Dear colleague,

How should the kink and the linewidth of the KC$_8$ $\pi^*$ band respond if the doping, the carbon mass, the phonon energy or the bandwidth is changed, one at a time? A Dirac cone coupled to one optical mode answers this in closed form. I argue each sign first and compute afterwards.

**Model.** Take $T=0$ and $\hbar=1$. The band energy $\varepsilon$ is counted from the bare Dirac point, with density of states per spin and per two-atom cell $N(\varepsilon)=a|\varepsilon|$ for $|\varepsilon|<W$, both valleys included. The Fermi level lies at $\varepsilon=\mu=v k_F>0$, and $\omega$ is counted from it. One dispersionless mode $\omega_0$ couples with a constant $g^2$. To lowest order the retarded self-energy is

$$\Sigma(\omega)=g^2\int_{-W}^{W}d\varepsilon\,N(\varepsilon)\left[\frac{\theta(\varepsilon-\mu)}{\omega-(\varepsilon-\mu)-\omega_0+i0}+\frac{\theta(\mu-\varepsilon)}{\omega-(\varepsilon-\mu)+\omega_0+i0}\right].$$

Only the dimensionless product $\gamma=g^2a$ enters. The poles give, while the final state lies inside the band,

$$|\mathrm{Im}\,\Sigma(\omega)|=\pi\gamma\,|\omega+\mu-\omega_0\,\mathrm{sgn}\,\omega|\;\theta(|\omega|-\omega_0).$$

It jumps by $\Delta=\pi\gamma\mu$ at both thresholds. On the occupied side it then falls linearly to zero at $\omega=-(\mu+\omega_0)$, where the final state is the Dirac point.

With $\lambda=-\partial_\omega\mathrm{Re}\,\Sigma|_{\omega=0}$, so that $v^*=v/(1+\lambda)$ for this local $\Sigma$,

$$\lambda=\gamma\int_{-W}^{W}\frac{|\varepsilon|\,d\varepsilon}{(|\varepsilon-\mu|+\omega_0)^2}.$$

Put $u=|\varepsilon-\mu|+\omega_0$. The three pieces of the integral are:

- empty states: $\ln\frac{W-\mu+\omega_0}{\omega_0}+(\mu-\omega_0)\left[\frac1{\omega_0}-\frac1{W-\mu+\omega_0}\right]$
- filled upper cone: $\frac{\mu}{\omega_0}-\ln\frac{\mu+\omega_0}{\omega_0}$
- lower cone: $\ln\frac{W+\mu+\omega_0}{\mu+\omega_0}-1+\frac{\mu+\omega_0}{W+\mu+\omega_0}$

Their sum times $\gamma$ is $\lambda_W=\lambda_\infty+\gamma\left[\phi\!\left(\frac{\omega_0-\mu}{W}\right)+\phi\!\left(\frac{\omega_0+\mu}{W}\right)\right]$ with $\phi(x)=\ln(1+x)+x/(1+x)$ and

$$\lambda_\infty=2\gamma\left[\frac{\mu}{\omega_0}+\ln\frac{W}{\mu+\omega_0}-1\right].$$

The $\phi$ terms start at $4\gamma\omega_0/W$, because the terms linear in $\mu/W$ cancel. I split $\lambda_\infty$ into $\lambda_{FS}=2\gamma\mu/\omega_0=2g^2N(\mu)/\omega_0$, the result for a constant density of states, and the remainder $\lambda_s$. The first is tied to the step, $\lambda_{FS}=2\Delta/(\pi\omega_0)$. The second comes from virtual transitions over the whole band.

**Inputs.** I take the typical values $\mu=1.35$ eV and $\omega_0=160$ meV, the latter for the in-plane carbon mode at the graphene K point. A typical velocity $v=1.0\times10^6$ m/s and lattice constant 2.46 Å (cell area $A=5.24$ Å$^2$) give $a=A/(\pi\hbar^2v^2)=0.0385$ eV$^{-2}$. Two states per spin and cell require $aW^2=2$, so $W=7.2$ eV, which I round to 7 eV. I set $\gamma=0.025$, chosen so that $\lambda$ lands near 0.45, a value typically quoted for this band. It is a fitted input and tests nothing. It also hides a defect. This cone holds $a\mu^2=0.070$ electrons per cell, while full transfer of one electron per eight carbons means 0.25, a factor 3.6 more. The real $\pi^*$ band is warped and flattens towards its saddle point, and $\gamma$ absorbs the missing states. Potassium modes and any interlayer band are left out.

The reference model has $\lambda_{FS}=0.422$, $\lambda_s=0.027$ (6 % of the total), $\Delta=106$ meV and a linewidth zero at $-1.51$ eV.

**A. Half the transferred charge.** In a cone $n\propto\mu^2$, so $\mu$ drops by $\sqrt2$ to 0.955 eV. Fewer final states mean a smaller step and a smaller $\lambda$. The step is proportional to $\mu$ and loses 29 %. The coupling should lose less, since the logarithm grows as the lower cone comes nearer in energy. Indeed

$$\frac{\partial\lambda_\infty}{\partial\mu}=2\gamma\left[\frac1{\omega_0}-\frac1{\mu+\omega_0}\right]>0,$$

which is 0.279 eV$^{-1}$ at the reference and corresponds to $d\ln\lambda/d\ln\mu=0.84$. The linear estimate is $\delta\lambda=-0.11$.

**B. No charge at all.** The step and $\lambda_{FS}$ vanish, yet the integrand of $\lambda$ stays positive, so $\lambda_\infty=2\gamma[\ln(W/\omega_0)-1]$ survives. The same integral gives at $\mu=0$

$$\mathrm{Re}\,\Sigma=\gamma\left[(\omega-\omega_0)\ln\left|\frac{\omega-\omega_0}{W-\omega+\omega_0}\right|+(\omega+\omega_0)\ln\left|\frac{\omega+\omega_0}{W+\omega+\omega_0}\right|\right].$$

This is finite at $\pm\omega_0$, and only its slope diverges, logarithmically. A finite step, in contrast, produces by Kramers–Kronig a logarithmic peak in $\mathrm{Re}\,\Sigma$ itself. At neutrality expect a broad reduction of the velocity with a faint feature, most of which a fitted bare band would swallow.

**C. $^{13}$C for $^{12}$C.** For a harmonic carbon mode $\omega_0\propto M^{-1/2}$, and $g^2\propto 1/(M\omega_0)\propto M^{-1/2}$ at a fixed deformation potential. Both scale by $r=\sqrt{12/13}=0.961$, with $a$, $\mu$ and $W$ unchanged. The threshold moves towards the Fermi level, the step shrinks by 3.9 %, and $\lambda_{FS}\propto\gamma/\omega_0$ does not change. Only $\lambda_s$ responds. Its prefactor falls by 3.9 % and its logarithm rises slightly, so I expect a fall of a few per cent of 0.027.

**D. A stiffer mode at fixed $\gamma$.** Assign the coupling to a mode at 195 meV, typical of the zone-centre bond-stretching phonon. The step samples $N(\mu)$ whatever $\omega_0$ is, so its height stays and its position moves away from the Fermi level. All denominators in $\lambda$ grow. $\lambda_{FS}$ falls as $1/\omega_0$, by 18 %, and the total falls slightly less because $\lambda_s$ depends on $\omega_0$ only through the logarithm.

**E. Cutoff raised to 10 eV.** This is no laboratory knob. It measures how much the crude band edge matters. $\mathrm{Im}\,\Sigma$ near the Fermi level cannot change. More remote states add to $\lambda$ the amount $2\gamma\ln(10/7)=0.018$.

**Calculation.** All entries are the model's. The third decimal serves only to compare rows, and the percentage refers to $\lambda_\infty$.

| case | $\lambda_{FS}$ | $\lambda_\infty$ | $\lambda_W$ | change (%) | $\Delta$ (meV) |
|---|---|---|---|---|---|
| reference | 0.422 | 0.449 | 0.448 | | 106 |
| A, $\mu=0.955$ eV | 0.298 | 0.340 | 0.341 | $-24$ | 75 |
| B, $\mu=0$ | 0 | 0.139 | 0.141 | $-69$ | 0 |
| C, $^{13}$C | 0.422 | 0.448 | 0.447 | $-0.2$ | 102 |
| D, $\omega_0=195$ meV | 0.346 | 0.372 | 0.372 | $-17$ | 106 |
| E, $W=10$ eV | 0.422 | 0.466 | 0.467 | $+4$ | 106 |

The signs come out as argued, and in every row the large-$W$ form differs from the finite-$W$ one by less than 0.003.

**How far to trust each row.** The vertex correction is neglected. By Migdal's argument its order of magnitude is $\lambda^2\omega_0/\mu\approx0.02$, as large as $\lambda_s$ and as the shift in E. It is small against the changes in A, B and D, whose signs are therefore safe within the model.

In A the size depends on the band shape. For $N\propto\varepsilon^p$ one has $N(\mu)\propto n^{p/(p+1)}$, so a density of states that rises faster than linearly loses more on halving $n$: 37 % for $p=2$ against 29 % for the cone. For KC$_8$ the model's $-24$ % probably understates the drop.

In B the value 0.14 is not a prediction for neutral graphene, because $\gamma$ was fitted where the band is far from linear. If the factor 3.6 were entirely missing density of states, the neutral cone would have $\lambda\approx0.04$ in this model. What is robust is that $\lambda$ stays finite while the step vanishes.

In C the computed change is $\delta\lambda_\infty=-0.0008$. The vertex term scales with $\omega_0$ and would itself shift by about 0.001, with a sign I have not determined. So the honest statement is that $\lambda$ stays constant to within a fraction of a per cent. The clear signals are the threshold, which moves from 160 to 154 meV, and the step, which falls from 106 to 102 meV.

C and D together show how to read a shifted kink. A shift with constant $\lambda$ and an altered step points to a change of mass. A shift with a constant step and an altered $\lambda$ points to a change of mode energy at fixed $g^2$. Since $\Delta$ does not depend on $W$ or on a fitted bare dispersion in the real part, I would extract $\lambda_{FS}=2\Delta/(\pi\omega_0)$ from the momentum widths times the bare velocity. Any excess seen in the velocity ratio, 6 % in the reference model, then belongs to $\lambda_s$ and to terms of the same small order.

Best regards